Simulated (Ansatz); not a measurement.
## Abstraction of H: CH2FI + B(CH2)(CH3)(SH) → CHFI + B(CH3)2(SH)

Species: CH2FI `FCI`, singlet; B(CH2)(CH3)(SH), doublet; CHFI `F[CH]I`, doublet; B(CH3)2(SH), singlet. A radical takes H: the energy is the difference in strength between two C–H bonds in different surroundings.

Shapes, held fixed at every level: PBE0-D4/def2-TZVP. Flexible molecules stand in one conformer, not always the lowest. Programs: Ansatz 0.2.0. Electronic energies: no zero-point or thermal term.

Estimate ΔE of this reaction.

The highest level, CCSD(T)/def2-TZVPP, gives ΔE = +14.1 kJ/mol; the levels span 0.0 to +23.5. The column of differences is taken from that level and isn't an error. No measured value is set beside it here. Open shells run unrestricted unless RO is named. For atoms past krypton def2 sets carry core potentials with scalar relativity. Correlated rows may include outer-core shells of I, which these sets cover unevenly.

| level | kind | ΔE (kJ/mol) | less CCSD(T)/def2-TZVPP |
| --- | --- | --- | --- |
| HF/def2-SVP | Hartree–Fock | +22.9 | +8.8 |
| HF/def2-TZVPP | Hartree–Fock | +23.5 | +9.4 |
| SPW92/def2-TZVPP | LDA | 0.0 | -14.1 |
| PBE0-D4/def2-TZVPP | global hybrid | +9.8 | -4.3 |
| wB97X-V/def2-TZVPP | range-separated hybrid | +9.1 | -5.0 |
| MP2/def2-SVP | perturbation theory | +10.4 | -3.7 |
| CCSD/def2-TZVPP | coupled cluster or CI | +16.0 | +1.9 |
| CCSD(T)/def2-TZVPP | coupled cluster or CI | +14.1 | 0.0 |

Abstraction is uphill at every level except LDA, which finds the two C–H bonds equally strong. At the highest level the C–H bond of fluoroiodomethane is the stronger by 14.1 kJ/mol, so the boron-substituted radical holds the advantage. Its unpaired electron can spread from carbon into the formally empty p orbital on boron, although π donation from sulfur competes for that orbital. The CHFI radical is stabilised too, by halogen lone pairs, but that interaction also fills an antibonding π level, and fluorine's σ withdrawal works against it. The modest difference therefore probably reflects two stabilised radicals rather than one stabilised and one ordinary.

In the larger basis, correlation lowers the Hartree–Fock value of +23.5 to +16.0 with CCSD, and triples take off only a little more, which suggests that correlation favours the halogenated radical's side. The preference for the boron-substituted radical is thus supported, but the result does not show that carbon is the thioborane's weakest site for hydrogen loss, since S–H bonds are commonly weaker than C–H bonds.
